Dear colleague,

The $J$ values you can assign in the $6p$ shells of lead and bismuth follow from one polynomial, the Gaussian binomial coefficient. I derive it here, show how its coefficients count the levels, and finish with numbers for the $(3/2)^2$ levels of the lead atom.

## 1. Premises and conventions

1. One particle has $N=2j+1$ orthonormal states $|m\rangle$, $m=-j,\dots,j$, spanning the space $V_j$. Angular momenta are in units of $\hbar$.
2. The $n$ particles are identical and share $V_j$. Fermion states span the antisymmetric power $\Lambda^nV_j$, boson states the symmetric power $\mathrm{Sym}^nV_j$. Under the group $U(N)$ of all unitary changes of the one-particle basis these carry the representations $\{1^n\}$ (one column) and $\{n\}$ (one row).
3. Rotations form a subgroup $SU(2)\subset U(N)$, generated by $\mathbf J=\sum_i\mathbf j_i$. Since $\mathbf J$ commutes with every permutation, both spaces are invariant under it. The ladder-operator argument then splits each into complete multiplets, and a multiplet $J$ holds each $M=-J,\dots,J$ once.

The task is to find $\nu_J$, the number of multiplets with given $J$. Inserting the character of $V_j$ into the character of $\{1^n\}$ or $\{n\}$ is the operation that Littlewood named plethysm.

I write $m=k-j$ with $k=0,\dots,N-1$, and define for integers $0\le n\le A$

$$\begin{bmatrix}A\\ n\end{bmatrix}_q=\prod_{i=1}^{n}\frac{1-q^{A-i+1}}{1-q^{i}}=\frac{(q)_A}{(q)_n\,(q)_{A-n}},\qquad (q)_a=\prod_{i=1}^{a}(1-q^i).\tag{1}$$

As $q\to1$ each factor tends to $(A-i+1)/i$, so (1) tends to the ordinary binomial coefficient.

## 2. The $M$ distribution for fermions

A basis of $\Lambda^nV_j$ is the set of determinants with $k_1<k_2<\dots<k_n$, each an eigenstate of $J_z$ with $M=\sum k_i-nj$. Give a factor $t$ to each particle and $q^k$ to each occupied orbital. An orbital is empty or singly occupied, so

$$\Phi(t)=\prod_{k=0}^{N-1}(1+tq^k)=\sum_n a_n(q)\,t^n,$$

where $a_n$ is the sum of $q^{\sum k_i}$ over all $n$-particle determinants. Replacing $t$ by $qt$ shifts the product to $k=1,\dots,N$, hence $(1+t)\,\Phi(qt)=(1+tq^N)\,\Phi(t)$; both sides are the product over $k=0,\dots,N$. The coefficient of $t^n$ gives

$$q^na_n+q^{n-1}a_{n-1}=a_n+q^Na_{n-1},\qquad\text{so}\qquad a_n=q^{n-1}\,\frac{1-q^{N-n+1}}{1-q^n}\,a_{n-1}.$$

With $a_0=1$ and $0+1+\dots+(n-1)=n(n-1)/2$, iteration yields

$$a_n=q^{n(n-1)/2}\begin{bmatrix}N\\ n\end{bmatrix}_q .\tag{2}$$

The smallest $\sum k_i$ is $n(n-1)/2$, so the prefactor removes the Pauli minimum, and (1) is a polynomial with non-negative integer coefficients $p(w)$ and $p(0)=1$. The lowest $M$ is $n(n-1)/2-n(N-1)/2=-n(N-n)/2$. Therefore

$$\sum_{\text{states}}q^{M}=q^{-D/2}\begin{bmatrix}2j+1\\ n\end{bmatrix}_q,\qquad D=n(2j+1-n),\tag{3}$$

and $p(w)$ is the number of states with $M=w-D/2$.

The coefficients have a direct meaning. Put $\lambda_i=k_i-(i-1)$. Then $0\le\lambda_1\le\dots\le\lambda_n\le N-n$ and $\sum\lambda_i=w$. So $p(w)$ counts the partitions of $w$ that fit in a box of $n$ rows and $N-n$ columns, and $D$ is the area of the box.

## 3. The $M$ distribution for bosons

Now any occupation is allowed, and each orbital gives a geometric series:

$$\Psi(t)=\prod_{k=0}^{N-1}\frac1{1-tq^k}=\sum_nb_n(q)\,t^n .$$

The same shift gives $(1-t)\,\Psi(t)=(1-tq^N)\,\Psi(qt)$, both sides being the product over $k=1,\dots,N-1$. The coefficient of $t^n$ is $b_n-b_{n-1}=q^nb_n-q^{N+n-1}b_{n-1}$, so $b_n=b_{n-1}(1-q^{N+n-1})/(1-q^n)$. The numerators run over the exponents $N,\dots,N+n-1$, which is (1) with $A=N+n-1=2j+n$. The lowest $M$ is $-nj$, and

$$\sum_{\text{states}}q^{M}=q^{-D/2}\begin{bmatrix}2j+n\\ n\end{bmatrix}_q,\qquad D=2jn.\tag{4}$$

The box now has $n$ rows and $2j$ columns.

## 4. From $M$ to $J$

Call the polynomial $P(q)=\sum_wp(w)q^w$ in either case. It is palindromic. Under $q\to1/q$ each factor $1-q^a$ becomes $-q^{-a}(1-q^a)$; the signs cancel between the $n$ numerators and $n$ denominators of (1), and the exponents add to $\sum_i(A-i+1)-\sum_ii=n(A-n)=D$. Thus $P(1/q)=q^{-D}P(q)$, or $p(w)=p(D-w)$, which is the symmetry $M\to-M$.

By premise 3, $P=q^{D/2}\sum_J\nu_J\,(q^{-J}+\dots+q^{J})$. Multiplying by $1-q$ makes each geometric sum telescope:

$$(1-q)\,P(q)=\sum_J\nu_J\left(q^{D/2-J}-q^{D/2+J+1}\right).$$

The negative terms have exponents above $D/2$. For $w\le D/2$ only the positive terms contribute, one value of $J$ to each $w$. Reading off the coefficient of $q^w$, with $p(-1)=0$,

$$\nu_J=p(w)-p(w-1),\qquad J=\frac D2-w,\qquad 0\le w\le \frac D2.\tag{5}$$

Three consequences hold for every shell. Since $\nu_J\ge0$, the coefficients do not decrease up to the middle. Since $p(0)=1$, the top value $J=D/2$ occurs once. Since only one partition of 1 exists, $p(1)=1$, and for $D\ge2$ the value $J=D/2-1$ is always missing.

The same subtraction works for energies. Let $H$ commute with $\mathbf J$ within the space, and let $T(w)$ be its trace over the states with $M=w-D/2\le0$. Every multiplet with $J\ge|M|$ contributes its energy once to that trace, so

$$T(w)-T(w-1)=\text{sum of the energies of the }\nu_J\text{ levels with }J=\tfrac D2-w.\tag{6}$$

This is Slater's diagonal sum rule, and (5) is its case $H=1$. By the $M\to-M$ symmetry one may equally work down from $M=+D/2$.

## 5. Reciprocities

By (5) two spaces with the same $P$ have the same $\nu_J$, and so are equivalent under $SU(2)$. The second form of (1) is unchanged by $n\to A-n$; for the partitions this is the exchange of rows and columns of the box.

**Particles and holes.** With $A=N$, $\Lambda^nV_j\cong\Lambda^{N-n}V_j$. Directly: the $m$ values of the full shell add to zero, so the determinant built on the empty orbitals has the opposite $M$, and the distribution is even in $M$.

**Hermite reciprocity.** With $A=a+n$ and $a=2j$, $\mathrm{Sym}^nV_{a/2}\cong\mathrm{Sym}^aV_{n/2}$. For example three bosons of spin 1 and two bosons of spin $3/2$ both have

$$\begin{bmatrix}5\\ 2\end{bmatrix}_q=1+q+2q^2+2q^3+2q^4+q^5+q^6,$$

with $D=6$, differences $1,0,1,0$, and thus $J=3,1$ on 10 states.

**Fermions and bosons.** Equations (3) and (4) coincide when $2j'+n=2j+1$, so $\Lambda^nV_j\cong\mathrm{Sym}^nV_{j'}$ with $j'=j-(n-1)/2$. The map is the passage from $k_i$ to $\lambda_i$.

## 6. The $6p$ shells of Pb and Bi

For $j=3/2$, $N=4$, and (1) gives:

| $n$ | $P(q)$ | $D$ | differences | $J$ |
|---|---|---|---|---|
| 0, 4 | $1$ | 0 | 1 | 0 |
| 1, 3 | $1+q+q^2+q^3$ | 3 | 1, 0 | 3/2 |
| 2 | $1+q+2q^2+q^3+q^4$ | 4 | 1, 0, 1 | 2, 0 |

The $n=2$ row is $(1-q^4)(1-q^3)/[(1-q)(1-q^2)]=(1+q^2)(1+q+q^2)$. By the last reciprocity it is also $\mathrm{Sym}^2V_1$.

The $6p$ shell is $V_{1/2}\oplus V_{3/2}$. Its generating function $\Phi$ is the product of those of the two subshells, so the configuration $(1/2)^a(3/2)^b$ has the product of the two polynomials, the two values of $D$ add, and (5) applies again. For $j=1/2$ the polynomials are $1,\;1+q,\;1$. The two products needed are

$$(1+q)(1+q+q^2+q^3)=1+2q+2q^2+2q^3+q^4,$$
$$(1+q)(1+q+2q^2+q^3+q^4)=1+2q+3q^2+3q^3+2q^4+q^5,$$

with differences $1,1,0$ at $D=4$ and $1,1,1$ at $D=5$. The spin-orbit operator $\zeta\,\mathbf l\cdot\mathbf s=\tfrac\zeta2[j(j+1)-l(l+1)-\tfrac34]$ gives $-\zeta$ for $j=1/2$ and $+\zeta/2$ for $j=3/2$, which orders the configurations:

| atom | configuration | states | $J$ | spin-orbit energy |
|---|---|---|---|---|
| Pb $6p^2$ | $(1/2)^2$ | 1 | 0 | $-2\zeta$ |
| | $(1/2)(3/2)$ | 8 | 2, 1 | $-\zeta/2$ |
| | $(3/2)^2$ | 6 | 2, 0 | $+\zeta$ |
| Bi $6p^3$ | $(1/2)^2(3/2)$ | 4 | 3/2 | $-3\zeta/2$ |
| | $(1/2)(3/2)^2$ | 12 | 5/2, 3/2, 1/2 | $0$ |
| | $(3/2)^3$ | 4 | 3/2 | $+3\zeta/2$ |

The totals are $15=\binom62$ and $20=\binom63$. The pure $(3/2)^n$ configurations are the highest of each shell, not the ground levels. A rotationally invariant interaction mixes only equal $J$, so within $6p^n$ the $J=1$ level of Pb and the $J=5/2$ and $1/2$ levels of Bi keep their configuration label exactly, while the other levels mix.

The polynomial also serves at a crystal site. The trace of a rotation $e^{-i\varphi J_z}$ is (3) at $q=e^{-i\varphi}$. For even $N$, $D$ has the parity of $n$, so the factor $q^{-D/2}$ changes sign under $\varphi\to\varphi+2\pi$ exactly when $n$ is odd, and the double group is then needed. For $(3/2)^2$, $\chi=2+2\cos\varphi+2\cos2\varphi$, equal to $6,0,2,0,2$ on the classes $E,\,8C_3,\,3C_2,\,6C_4,\,6C_2'$ of $O$. Projection on the characters of $A_1$ $(1,1,1,1,1)$, $E$ $(2,-1,2,0,0)$ and $T_2$ $(3,0,-1,-1,1)$ gives 1 each, which exhausts the six states. For $(3/2)^3$, $\chi=2\cos(\varphi/2)+2\cos(3\varphi/2)$, equal to $4,-1,0,0$ at $\varphi=0,2\pi/3,\pi,\pi/2$. Over the 48 elements of the double group the mean of $\chi^2$ is $(2\cdot16+16\cdot1)/48=1$, so the quartet stays irreducible.

## 7. Coulomb energies from the same bookkeeping

The model is $H=\zeta\sum_i\mathbf l_i\cdot\mathbf s_i+\sum_{i<i'}e^2/(4\pi\varepsilon_0r_{ii'})$, restricted to $6p^n$, with one radial function for both $j$. Expand $1/r_{12}=\sum_{\kappa\mu}(r_<^\kappa/r_>^{\kappa+1})\,C_{\kappa\mu}^*(1)C_{\kappa\mu}(2)$ with $C_{\kappa\mu}=\sqrt{4\pi/(2\kappa+1)}\,Y_{\kappa\mu}$. Parity and the triangle rule leave $\kappa=0,2$ for $p$ orbitals, with radial Slater integrals $F^0$ and $F^2$; I set $F_2=F^2/25$. Let $c(\alpha,\beta)=\langle\alpha|C_{2\mu}|\beta\rangle$, with $\mu$ fixed by conservation of $m$. A pair of orthogonal spin-orbitals in a determinant contributes direct minus exchange,

$$E(\alpha,\beta)=F^0+25F_2\left[c(\alpha,\alpha)\,c(\beta,\beta)-|c(\alpha,\beta)|^2\right].\tag{7}$$

The angular integrals over $Y_{1m_l}$ in the Condon-Shortley phases are $c(\pm1,\pm1)=-1/5$, $c(0,0)=2/5$, $c(1,0)=\sqrt3/5$, $c(0,-1)=-\sqrt3/5$, $c(1,-1)=-\sqrt6/5$. The $j=3/2$ orbitals, in the notation $m_l$ with a spin arrow, are

$$|\tfrac32\rangle=1{\uparrow},\quad|\tfrac12\rangle=\sqrt{\tfrac23}\,0{\uparrow}+\sqrt{\tfrac13}\,1{\downarrow},\quad|{-\tfrac12}\rangle=\sqrt{\tfrac13}\,({-1}){\uparrow}+\sqrt{\tfrac23}\,0{\downarrow},\quad|{-\tfrac32}\rangle=({-1}){\downarrow}.$$

Spin orthogonality then gives $c=-1/5$ on $|\pm\tfrac32\rangle$ and $c=\tfrac23\cdot\tfrac25-\tfrac13\cdot\tfrac15=+1/5$ on $|\pm\tfrac12\rangle$. The exchange squares are $\tfrac23\cdot\tfrac3{25}=\tfrac2{25}$ for $(\tfrac32,\tfrac12)$ and $\tfrac13\cdot\tfrac6{25}=\tfrac2{25}$ for $(\tfrac32,-\tfrac12)$. They vanish for $(\tfrac12,-\tfrac12)$, where $c(0,-1)+c(1,0)=0$, and for $(\tfrac32,-\tfrac32)$, whose spins are opposite.

The determinants of $(3/2)^2$ follow the coefficients $1,1,2$. At $M=2$, $E(\tfrac32,\tfrac12)=F^0+(-1-2)F_2=F^0-3F_2$. At $M=1$, $E(\tfrac32,-\tfrac12)=F^0-3F_2$ again, so the difference vanishes, as it must with $\nu_1=0$. At $M=0$ both determinants have $F^0+F_2$. Rule (6) gives

$$E_{J=2}=F^0-3F_2,\qquad E_{J=0}=2F^0+2F_2-(F^0-3F_2)=F^0+5F_2,\tag{8}$$

a splitting of $8F_2$. For $(3/2)^3$ the single determinant $(\tfrac32,\tfrac12,-\tfrac12)$ has three pairs and the energy $3F^0+(-3-3+1)F_2=3F^0-5F_2$.

Next comes the mixing in $6p^2$. From here on I drop the common $F^0$.

*$J=2$.* At $M=2$ the shell has two determinants, $X=(1{\uparrow},0{\uparrow})$ and $Y=(1{\uparrow},1{\downarrow})$. From (7), $E_X=(-2-3)F_2=-5F_2$ and $E_Y=+F_2$, and the Coulomb term does not connect them because their $M_S$ differ. Take $|j=\tfrac12,m=\tfrac12\rangle=\sqrt{1/3}\,0{\uparrow}-\sqrt{2/3}\,1{\downarrow}$, the overall sign being a free choice. Then $(3/2)^2$ is $\sqrt{2/3}\,X+\sqrt{1/3}\,Y$ and $(1/2)(3/2)$ is $\sqrt{1/3}\,X-\sqrt{2/3}\,Y$. The Coulomb diagonal elements are $(-\tfrac{10}3+\tfrac13)F_2=-3F_2$, as in (8), and $(-\tfrac53+\tfrac23)F_2=-F_2$; the off-diagonal one is $\tfrac{\sqrt2}3(-5-1)F_2=-2\sqrt2F_2$.

*$J=1$ and $J=0$.* The Coulomb term commutes with $\mathbf L$ and $\mathbf S$. A spin triplet needs an antisymmetric orbital part, and (3) with $N=3$, $n=2$ gives $1+q+q^2$, that is $L=1$ only. So $X$ belongs to $^3P$, all of whose states have $-5F_2$, and $^3P$ contains $J=0,1,2$. The single $J=1$ level is therefore pure $^3P$, at $-\zeta/2-5F_2$. In the two-dimensional $J=0$ space, $-5F_2$ is one eigenvalue of the Coulomb matrix. Its diagonal elements are $5F_2$ from (8) and $0$ for $(1/2)^2$, since a rank-2 tensor vanishes within $j=1/2$. The trace fixes the other eigenvalue at $10F_2$, and the determinant, $0-v^2=-50F_2^2$, fixes $|v|=5\sqrt2F_2$; its sign is a phase choice. With the $(3/2)^2$ state first,

$$H_{0}=\begin{pmatrix}\zeta+5F_2&5\sqrt2F_2\\5\sqrt2F_2&-2\zeta\end{pmatrix},\qquad H_{2}=\begin{pmatrix}\zeta-3F_2&-2\sqrt2F_2\\-2\sqrt2F_2&-\zeta/2-F_2\end{pmatrix}.\tag{9}$$

## 8. Range of validity

- Equations (3) to (5) are exact counts for $n$ equivalent particles in one $j$, with $0\le n\le 2j+1$ for fermions. They use only exchange symmetry and rotational invariance. Rule (5) is read for $w\le D/2$; beyond the middle the differences repeat with opposite sign.
- They cover one column and one row. Mixed permutation symmetries, which occur for the orbital part of $LS$ terms from $n=3$ on, have other polynomials.
- They give $\nu_J$ and no label that separates repeated $J$. In $(7/2)^4$ the coefficients $1,1,2,3,5,5,7,7,8$ up to the middle ($D=16$, 70 states) have differences $1,0,1,1,2,0,2,0,1$, so $J=4$ and $J=2$ occur twice, and (6) gives only the sum of two energies. For $j=3/2$ this never happens.
- The reciprocities are equivalences under $SU(2)$ only. Hermite reciprocity relates different unitary groups and says nothing about energies. Parity is the separate factor $(-1)^{ln}$, which particle-hole exchange preserves because $N$ is even for electrons.
- The list of $J$ values of the whole $6p^n$ space does not depend on the coupling, because $\Lambda^n(V_{1/2}\oplus V_{3/2})$ is one space in any basis. The label $(3/2)^n$ on a given level is approximate, and good only while the off-diagonal elements of (9) are small against the diagonal gaps.
- Nuclear spin is ignored. In metallic lead or bismuth the $6p$ electrons form bands with no fixed $n$ per atom, and none of this level scheme applies. It is meant for free atoms and ions, and for localized shells at crystal sites through the characters above.

## 9. Numbers for the lead atom

I take $\zeta=0.90$ eV and $F_2=0.115$ eV. These are approximate inputs, chosen so that the model reproduces the typical positions of the Pb $6p^2$ levels, so the energies below are the model's and are no test of it. The matrices (9) become, in eV,

$$H_0=\begin{pmatrix}1.475&0.813\\0.813&-1.800\end{pmatrix},\qquad H_2=\begin{pmatrix}0.555&-0.325\\-0.325&-0.565\end{pmatrix}.$$

For diagonal elements $d_1>d_2$ and coupling $v$, put $\delta=(d_1-d_2)/2$ and $\rho=\sqrt{\delta^2+v^2}$. The eigenvalues are $(d_1+d_2)/2\pm\rho$, and each eigenvector has the weight $(1+\delta/\rho)/2$ on its leading state. For $J=0$, $\rho=1.828$ eV and the eigenvalues are $-1.991$ and $1.666$ eV. For $J=2$, $\rho=0.648$ eV and they are $-0.653$ and $0.643$ eV. The $J=1$ level lies at $-1.025$ eV.

| leading configuration | $J$ | energy above the lowest level (eV) | weight of leading configuration |
|---|---|---|---|
| $(1/2)^2$ | 0 | 0 | 0.95 |
| $(1/2)(3/2)$ | 1 | 0.97 | 1 |
| $(1/2)(3/2)$ | 2 | 1.34 | 0.93 |
| $(3/2)^2$ | 2 | 2.63 | 0.93 |
| $(3/2)^2$ | 0 | 3.66 | 0.95 |

The ratios of coupling to diagonal gap are $0.25$ for $J=0$ and $0.29$ for $J=2$. The splitting of the two $(3/2)^2$ levels is $8F_2=0.92$ eV in pure $jj$ coupling and $1.02$ eV after mixing, 11 per cent more. The different radial functions of $6p_{1/2}$ and $6p_{3/2}$ and the interaction with other configurations are left out and only partly absorbed in the two inputs, so for the real atom the last digit of these energies should not be relied on.

Your Zeeman patterns are more sensitive to the mixing than the weights suggest. With the spin $g$ factor set to 2 the moment operator is $J_z+S_z$, and at $M=2$ only $X$ has $S_z=1$, while $Y$ has $S_z=0$. Hence $g=1+W/2$, where $W$ is the weight of $X$. Pure $(3/2)^2$ has $W=2/3$ and $g=4/3$. The coupling in $H_2$ is negative, so the upper eigenvector has the amplitudes $0.966$ and $-0.260$, and $W=(0.966\sqrt{2/3}-0.260\sqrt{1/3})^2=0.41$. The model's $g$ for the upper $J=2$ level is then $1.20$ in place of $1.33$. The shift is linear in the small amplitude, whereas the loss of purity is quadratic in it. The count $J=2,0$, with no $J=1$ partner, comes from $1+q+2q^2+q^3+q^4$ alone and is untouched by the mixing.